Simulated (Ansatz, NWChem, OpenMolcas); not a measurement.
**GaSiH7O (SMILES [SiH3][OH+][GaH3-]): the HOMO–LUMO gap, rung by rung**

GaSiH7O: 10 atoms, total charge 0, spin state singlet. SMILES: `[SiH3][OH+][GaH3-]`. Geometry: relaxed at PBE0-D4/def2-TZVP.

Quantity: the HOMO–LUMO gap, in eV. The values are calculated.

```
                                 level                    kind     program  value (eV)  CPU time
     BLYP/6-31G* (spherical functions)                     GGA      Ansatz        4.92     7.7 s
      PBE/6-31G* (spherical functions)                     GGA  OpenMolcas        4.91      45 s
   revPBE/6-31G* (spherical functions)                     GGA  OpenMolcas        4.99      49 s
   M06-2X/6-31G* (spherical functions)         hybrid meta-GGA      NWChem        8.84      51 s
  r2SCAN0/6-31G* (spherical functions)         hybrid meta-GGA      Ansatz        7.52      19 s
    B3LYP/6-31G* (Cartesian functions)           global hybrid      Ansatz        6.55      11 s
CAM-B3LYP/6-31G* (spherical functions)  range-separated hybrid      Ansatz        9.36      11 s
    wB97X/6-31G* (spherical functions)  range-separated hybrid      Ansatz       11.47      35 s
```

All-electron rows without a relativistic Hamiltonian named are non-relativistic. The values span 4.91 to 11.47 eV. Orbital gaps aren't excitation energies; they tend to grow with the share of exact exchange. CPU times are rough (shared hosts, several kinds of processor and program).

The three GGAs agree closely, from 4.91 to 4.99 eV, so the choice of gradient correction hardly matters here. The global hybrids open the gap to between 6.55 and 8.84 eV, and the range-separated functionals go further, to 9.36 and 11.47 eV. This ordering probably reflects nonlocal exchange stabilising the occupied orbitals relative to the virtual ones, with its long-range part especially effective in wB97X.

Every level leaves a wide gap, as expected for a closed-shell donor–acceptor adduct. The oxygen lone pair donates into the formally empty gallium p orbital, removing the low-lying acceptor level of free gallane. The HOMO is then probably largely Ga–H bonding in character, since these hydridic bonds are more easily ionised than the Si–H bonds or the oxygen lone pair tied up in the dative bond.

The LUMO is less secure: a compact basis without diffuse functions confines a weakly bound or unbound virtual orbital, so the largest gaps can't be taken as converged estimates of the fundamental gap.
